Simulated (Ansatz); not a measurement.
ZrB in the rocksalt structure

Level of theory: DFT, r²SCAN, scalar-relativistic, no spin polarisation; plane waves to 500 eV with PAW datasets (Ansatz 0.2.0), Γ-centred 12×12×12 mesh, 0.05 eV Gaussian smearing; PAW files: Ansatz's generated set soft_2.

```
Zr B
1.0
     0.00000    2.45568    2.45568
     2.45568    0.00000    2.45568
     2.45568    2.45568    0.00000
Zr B
1 1
Direct
  0.50000 0.50000 0.50000
  0.00000 0.00000 0.00000
```

The compound is reported in the structure type of the start.

The cell has space group Fm-3m (read at 0.01 Å). In it the stress is 0.00, 0.00, 0.00, 0.00, 0.00, 0.00 GPa and the largest force component 0.000 eV/Å. Each change below starts from this cell, without further relaxation. Stress is in GPa, positive in compression, in the order xx, yy, zz, yz, xz, xy; energies are counted from the cell above and are free energies with the smearing's entropy, which match forces and stress in a metal.

Q: What happens when atom 2 (B) is moved by 0.08 Å along z?

A: The energy changes by 20.2 meV per cell, and the force on it along the shift is -0.532 eV/Å (−F/u = 6.66 eV/Å²). Stress: -0.11, -0.11, 1.13, 0.00, 0.00, 0.00.
```
atom  Fx (eV/Å)     Fy      Fz
 Zr1      0.000  0.000   0.533
  B2      0.000  0.000  -0.532
```
In a harmonic crystal the energy would rise by −½F·u = ½ × 6.66 × 0.08² eV = 21.3 meV, close to the run's value; the rest is anharmonic or numerical.

Q: A single strain component, atoms carried along, gave the stress 0.63, 0.63, 3.86, 0.00, 0.00, 0.00. Which component, and about how large?

A: An engineering strain of -1 % in zz; the energy changes by 3.5 meV per cell.

Q: All atoms and the cell are disturbed at random:
```
CELL_PARAMETERS angstrom
0.00236 2.45212 2.49159
2.45742 0.00509 2.48885
2.46476 2.45673 -0.00225
ATOMIC_POSITIONS crystal
Zr 0.42396 0.48970 0.52930
B 0.07604 0.01030 0.97070
```
Give the energy change, the stress and the forces.

A: 873.9 meV per cell; stress -2.03, 5.54, 20.43, -7.65, 2.98, 1.28 GPa.
```
atom  Fx (eV/Å)      Fy      Fz
 Zr1     -0.419   1.297   3.650
  B2      0.419  -1.297  -3.650
```

The cell is a metal with an odd number of electrons, and spin polarisation wasn't tried.

Rocksalt ZrB resists both the sublattice displacement and the axial strain. Compression along z raises the stress to 3.86 GPa on that axis but only 0.63 GPa on the transverse ones. This strong anisotropy of response fits directional Zr 4d–B 2p σ bonds along the cube axes, supplemented by metallic bonding. Boron brings one valence electron fewer than carbon, so the p–d bonding states that are essentially filled in ZrC are probably left partly empty here.

When boron is displaced, the harmonic estimate from the final force, 21.3 meV, slightly exceeds the computed 20.2 meV. This suggests a restoring force that grows faster than linearly, as expected when short-range repulsion stiffens an inversion-symmetric site. The large restoring forces in the random distortion also point back towards the rocksalt arrangement.

The results support a local restoring response to the distortions tried, not full dynamical stability. Nor do they show that the monoboride would survive decomposition into zirconium and ZrB₂, the well-established boride of this system.
